Ta2Si and MoSi2 both have 14 valence electrons in the formula unit, and Hf2Si and TiSi2 both have 12. Can the density of states at the Fermi level therefore be carried over from the disilicide to the metal-rich compound? This quantity, DOS for short, counts the electronic states per eV at the energy where filling stops. It sets the electronic heat capacity at low temperature and the response of the electron spins to a magnetic field, so a wrong guess shows up in both.

Binary silicides computed with Ansatz 0.2.0 (r2SCAN, plane-wave PAW, scalar-relativistic, no spin polarisation), each relaxed at this level with the symmetry of its starting structure kept. The plane-wave cutoff is 500 eV and the Gaussian smearing 0.1 eV. Valence electrons are counted by group number, including the d electrons of the transition metals.

```
formula  space group of the cell as it ended  space group  volume per atom (Å³)  shortest distance (Å)  pair at the shortest distance  valence electrons an atom  neighbours of the non-metal within 15 % of its shortest distance    k mesh  k mesh of states  DOS at Fermi level (states/eV/cell)  DOS per atom (states/eV/atom)
  Ni3Si                          Pm-3m (221)        Pm-3m                 10.40                  2.450                          Ni-Si                       8.50                                                                12  12×12×12          18×18×18                                2.535                           0.63
  Ni2Si                       P6_3/mmc (194)     P6_3/mmc                 10.65                  2.234                          Si-Ni                       8.00                                                                11   12×12×8          18×18×12                                3.272                           0.55
  CoSi2                          Fm-3m (225)        Fm-3m                 12.51                  2.301                          Co-Si                       5.67                                                                 4  14×14×14          21×21×21                                0.961                           0.32
  NiSi2                          Fm-3m (225)        Fm-3m                 13.02                  2.332                          Ni-Si                       6.00                                                                 4  14×14×14          21×21×21                                0.798                           0.27
  MoSi2                         I4/mmm (139)       I4/mmm                 13.36                  2.575                          Si-Si                       4.67                                                                10  18×18×18          27×27×27                                0.206                           0.07
   WSi2                         I4/mmm (139)       I4/mmm                 13.41                  2.579                          Si-Si                       4.67                                                                10  18×18×18          27×27×27                                0.191                           0.06
  TiSi2                            Fddd (70)         Fddd                 13.96                  2.519                          Si-Si                       4.00                                                                10  10×10×10          15×15×15                                2.122                           0.35
  Al4Si                           R-3m (166)         R-3m                 15.46                  2.731                          Al-Si                       3.20                                                                12  15×15×15          23×23×23                                1.820                           0.36
  Ta2Si                         I4/mcm (140)       I4/mcm                 16.01                  2.525                          Si-Si                       4.67                                                                10  10×10×10          15×15×15                                    ?                              ?
  Hf2Si                         I4/mcm (140)       I4/mcm                 18.53                  2.584                          Si-Si                       4.00                                                                10  10×10×10          15×15×15                                    ?                              ?
```

Two limits frame the problem. Pure silicon is a semiconductor and has no states at the Fermi level. Most pure transition metals have many, because their d orbitals overlap only moderately and so crowd into a narrow range of energy. A metallic silicide is expected to lie between these limits, and the simplest guess is that every metal atom brings its share of states while silicon dilutes them.

The nickel compounds follow this guess. From Ni3Si to NiSi2 the DOS per atom drops from 0.63 to 0.27 states/eV, but per nickel atom it stays near 0.8. The fall thus has about the size that dilution would give. A second estimate, from the smearing entropy of the same runs, samples the DOS within roughly 0.1 eV of the Fermi level on the coarser of the two k meshes, where more sampling noise is expected, and is less tidy: per nickel atom it gives 0.71 in Ni3Si and 0.90 in NiSi2. Even a constant value wouldn't mean that the same kind of state is at work throughout: in NiSi2 the d states are expected to lie mostly below the Fermi level, and pure nickel without magnetism is expected to have a far higher DOS than 0.8. Ni2Si stands here in its hexagonal high-temperature form. The order of Ni3Si and Ni2Si deserves no explanation, since the second estimate reverses it.

MoSi2 and WSi2 break the rule, with a DOS of only 0.07 and 0.06 states/eV per atom. Their bands still overlap in energy, by 1.0 and 1.3 eV, so they are not insulators. It is the small number of states in the overlap that makes them semimetals, not its width: in Ni3Si the overlap is only 0.28 eV and the DOS is high. The standard explanation is a pseudogap: metal d and silicon p orbitals combine into bonding states below the Fermi level and antibonding states above it, with few states between. In this structure 14 electrons fill the bands just up to that valley.

The same 14 electrons meet a different set of orbitals in Ta2Si. As a crude count, let the four s and p orbitals of the one silicon atom form four low bands, which take eight electrons. Six are left for the ten d orbitals of two tantalum atoms, which have room for twenty. In Hf2Si four are left. The count ignores the s orbitals of the metal and the Si–Si contacts, which are the shortest in both crystals, and it fails for the disilicides: it would leave nickel two d electrons in NiSi2, where the Löwdin population is 8.9. It is a plausibility argument for metal-rich compounds only. A d band filled to less than a third has no general reason to end in a valley, although a particular structure may still put one there.

For a number, write the dilution rule as

g = f × g_M

where g is the DOS per atom, f the fraction of atoms that are transition metal, and g_M the DOS per metal atom. A least-squares fit to Ni3Si, Ni2Si, CoSi2, NiSi2 and TiSi2 gives g_M = 0.86 states/eV. MoSi2 and WSi2 were left out for their pseudogap, and Al4Si because aluminium has no valence d electrons. The rule therefore has to be told where a pseudogap lies; it can't find one. Nor is g_M a property of one kind of state: the single values run from 0.80 in NiSi2 to 1.06 in TiSi2, and the d shell is nearly full in nickel but sparsely filled in titanium. It serves as an empirical ruler.

For Ta2Si, which was not part of the fit, two atoms in three are metal:

g = 2/3 × 0.86 = 0.57 states/eV per atom

Hf2Si has the same metal fraction and gets the same value. Both metals, however, have 5d electrons, whereas the fitted compounds contain 3d metals. The 5d orbitals reach further out and overlap more, so their bands are broader and the states are spread more thinly. That is a reason to go below 0.57, though no compound in the fit shows by how much.

The predictions, in states/eV per atom, are:

Ta2Si: 0.50, range 0.25 to 0.80, with no deep pseudogap like that of MoSi2.
Hf2Si: 0.50, range 0.25 to 0.80.

No order between the two is predicted. The ranges are a judgement and far wider than the scatter of the fit, because none of the known compounds has this structure or a 5d metal outside a pseudogap. Carrying the DOS over by electron count would instead give about 0.07 for Ta2Si and 0.35 for Hf2Si.

The withheld rows as computed:

```
formula  space group of the cell as it ended  space group  volume per atom (Å³)  shortest distance (Å)  pair at the shortest distance  valence electrons an atom  neighbours of the non-metal within 15 % of its shortest distance    k mesh  k mesh of states  DOS at Fermi level (states/eV/cell)  DOS per atom (states/eV/atom)
  Ta2Si                         I4/mcm (140)       I4/mcm                 16.01                  2.525                          Si-Si                       4.67                                                                10  10×10×10          15×15×15                                2.578                           0.43
  Hf2Si                         I4/mcm (140)       I4/mcm                 18.53                  2.584                          Si-Si                       4.00                                                                10  10×10×10          15×15×15                                2.346                           0.39
```

Both values fall inside their ranges and below the central guess: Ta2Si by 0.07 and Hf2Si by 0.11 states/eV per atom. Ta2Si has no deep pseudogap at the Fermi level. Its DOS is more than six times that of MoSi2 or WSi2, although the electron count is the same.

For Hf2Si the electron count did better than the prediction made here, since TiSi2 lies only 0.04 below it. One such agreement doesn't rescue the method, which fails badly for Ta2Si. CoSi2 and Al4Si, with quite different electron counts, also lie between 0.3 and 0.4, so a match there is weak evidence.

On both readings of the DOS the two compounds lie below the uncorrected 0.57, so lowering the estimate had the right direction. That it was too small is clear only for Hf2Si, because the smearing entropy gives 0.50 for Ta2Si and 0.34 for Hf2Si. Per metal atom the tabulated DOS is about 0.64 in Ta2Si and 0.59 in Hf2Si, a quarter to a third below the fitted 0.86. From the smearing entropy the values are 0.75 and 0.52, and the first lies above the 0.71 of Ni3Si, so the deficit is firm only for Hf2Si. Broader 5d bands would produce such a deficit, but so could the change of structure or a different filling of the d band. V2Si and Ti2Si, computed in the same structure, would keep structure and electron count fixed and so show the effect of going from 3d to 5d.

A still simpler estimate came closer to both tabulated values. It treats all valence electrons as free, with z of them per atom in a volume V per atom:

g = 3z / (2E_F), E_F = (ħ²/2m)(3π²z/V)^(2/3)

Here m is the electron mass and E_F the Fermi energy of the free electrons. The result is 0.44 for Ta2Si and 0.46 for Hf2Si, against computed values of 0.43 and 0.39. Yet the formula gives roughly 0.4 for every compound in the table, including Ni3Si, where it is too low, and MoSi2, where it is more than five times too high. The reason is that g grows only as z^(1/3) and V^(2/3), and in this table the crystals with more valence electrons per atom mostly have less volume per atom. The formula knows nothing of d bands or pseudogaps, so its agreement for Ta2Si and Hf2Si explains nothing.

The fit also teaches something about error bars. On its own five compounds the dilution rule scatters by about 0.04 states/eV per atom, but without the 5d correction it misses the two new ones by 0.14 and 0.18. A small scatter within one group of metals and structures was no measure of the error outside it.

In this table electron count carries the DOS over well from MoSi2 to WSi2, which also share structure and composition type, but a single pair is no general rule. When the structure changes, the first question is whether the Fermi level sits in a pseudogap, and the electron count alone can't answer it. A band calculation can, and a very small electronic heat capacity would be a hint. Differences of less than about a third between two compounds should not be trusted here, because the two ways of reading the DOS from these runs disagree by up to a fifth for a single compound, and in opposite directions for Ta2Si and Hf2Si. Spin-orbit coupling was left out, and it is expected to shift the 5d bands of W, Ta and Hf more than the d bands of the lighter metals. Spin polarisation was switched off too, and a magnetic state would change the DOS. For the nickel and cobalt silicides a rough Stoner estimate, half the DOS per metal atom times an exchange integral of about 1 eV, gives 0.4 to 0.5. The nonmagnetic state is expected to become unstable only near 1, so no moment is expected there. The exchange integral is a recalled value, not one from these runs, and functionals of the SCAN family are known to favour magnetism too strongly, so a spin-polarised run would have to confirm it.
